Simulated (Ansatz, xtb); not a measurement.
# C6H7FSi: which of two isomers lies lower

Structure a: `Fc1ccccc1[SiH3]`, a singlet. Structure b: `Fc1cccc([SiH3])c1`, a singlet. Both are isolated molecules in the gas phase, relaxed with PBE-D3(BJ)/def2-SVP.

a (Å):

```yaml
atoms:
  - { symbol: C, position_ang: [-0.2831, -0.3324, -0.7813] }
  - { symbol: C, position_ang: [-0.6368, -1.6134, -1.2163] }
  - { symbol: C, position_ang: [-0.6692, -2.6541, -0.2754] }
  - { symbol: C, position_ang: [-0.3520, -2.4031, 1.0694] }
  - { symbol: C, position_ang: [-0.0008, -1.1057, 1.4744] }
  - { symbol: C, position_ang: [0.0417, -0.0356, 0.5534] }
  - { symbol: F, position_ang: [-0.2507, 0.6737, -1.6855] }
  - { symbol: Si, position_ang: [0.5078, 1.7255, 1.0498] }
  - { symbol: H, position_ang: [-0.8795, -1.7767, -2.2761] }
  - { symbol: H, position_ang: [-0.9453, -3.6690, -0.5994] }
  - { symbol: H, position_ang: [-0.3782, -3.2207, 1.8048] }
  - { symbol: H, position_ang: [0.2470, -0.9150, 2.5307] }
  - { symbol: H, position_ang: [0.7973, 1.7176, 2.5256] }
  - { symbol: H, position_ang: [-0.6155, 2.6855, 0.7716] }
  - { symbol: H, position_ang: [1.7289, 2.1955, 0.3090] }
```

b (Å):

| atom | x (Å) | y (Å) | z (Å) |
| --- | --- | --- | --- |
| C | -0.3105 | -0.3003 | -1.5337 |
| C | -1.2712 | -1.3111 | -1.4046 |
| C | -1.4892 | -1.8711 | -0.1374 |
| C | -0.7576 | -1.4236 | 0.9745 |
| C | 0.2087 | -0.4014 | 0.8392 |
| C | 0.4279 | 0.1596 | -0.4377 |
| F | -0.0895 | 0.2418 | -2.7462 |
| Si | 1.1639 | 0.2349 | 2.3400 |
| H | -1.8267 | -1.6437 | -2.2932 |
| H | -2.2379 | -2.6692 | -0.0193 |
| H | -0.9402 | -1.8813 | 1.9592 |
| H | 1.1770 | -0.8213 | 3.4106 |
| H | 2.5751 | 0.5779 | 1.9466 |
| H | 0.5223 | 1.4759 | 2.9035 |
| H | 1.1723 | 0.9531 | -0.6059 |

Quicker runs give these differences E(b) − E(a): GFN2-xTB +6.25 kJ/mol; HF/STO-3G +6.17 kJ/mol (at GFN2-xTB geometries); r2SCAN-D4/def2-SVP +11.27 kJ/mol (at GFN2-xTB geometries).

Estimate E(b) − E(a) at the level CCSD(T)/def2-SVP + ΔMP2/def2-TZVPP.

Calculated at CCSD(T)/def2-SVP + ΔMP2/def2-TZVPP: E(b) − E(a) = +7.78 kJ/mol, so structure a lies lower.

Level by level:

```tsv
level	geometry	E(b) − E(a) (kJ/mol)	departure from the last row (kJ/mol)	job, with rough time for the two
GFN2-xTB	GFN2-xTB	+6.25	−1.53	optimisation, 0.13 s
HF/STO-3G	GFN2-xTB	+6.17	−1.61	single point, 0.44 s
r2SCAN-D4/def2-SVP	GFN2-xTB	+11.27	+3.49	single point, 4.4 s
PBE-D3(BJ)/def2-SVP	PBE-D3(BJ)/def2-SVP	+10.01	+2.23	optimisation, 19 s
HF/def2-SVP	PBE-D3(BJ)/def2-SVP	+9.85	+2.07	part of the CCSD(T) run
MP2/def2-SVP	PBE-D3(BJ)/def2-SVP	+10.28	+2.50	part of the CCSD(T) run
CCSD(T)/def2-SVP	PBE-D3(BJ)/def2-SVP	+10.34	+2.56	single point
CCSD(T)/def2-SVP + ΔMP2/def2-TZVPP	PBE-D3(BJ)/def2-SVP	+7.78		single point, 1.9 min
```

As drawn, both hold the same kinds of bond in the same numbers.

None of the levels shown reverses the order. The largest departure from CCSD(T)/def2-SVP + ΔMP2/def2-TZVPP is that of r2SCAN-D4/def2-SVP, 3.49 kJ/mol. A small imaginary or near-zero mode remains, so no thermal terms are given. The last row adds to CCSD(T) the change of the MP2 difference between the two basis sets, here −2.56 kJ/mol.

The correlated steps freeze 12 core orbitals. Codes used: Ansatz 0.2.0, xtb 6.7.1; the last row on 4 threads of Arm Neoverse V1 on a shared host.

The ortho isomer is favoured over the meta isomer by 7.78 kJ/mol, so any steric cost of placing SiH3 beside fluorine is more than repaid. The likely reason is electrostatic: silicon is electropositive and carries hydridic hydrogens, so the negative fluorine sits close to a positive centre. In the ortho structure one Si–H bond points roughly away from fluorine, an arrangement that also allows weak donation from a fluorine lone pair into the Si–H antibonding orbital. Fluorine's π donation, which enriches the ortho and para carbons, may add to the preference, since silyl is a weak π acceptor.

With the small basis, Hartree–Fock already gives 9.85 kJ/mol and CCSD(T) 10.34 kJ/mol, which suggests that differential correlation, dispersion included, is not the main driver. Enlarging the basis matters more, probably because the smaller set overstabilises the close F/SiH3 contact through basis-set superposition. The close agreement of GFN2-xTB and HF/STO-3G with the final value therefore probably reflects error cancellation. These energy differences alone can't separate the through-space attraction from the ring's electronic response.
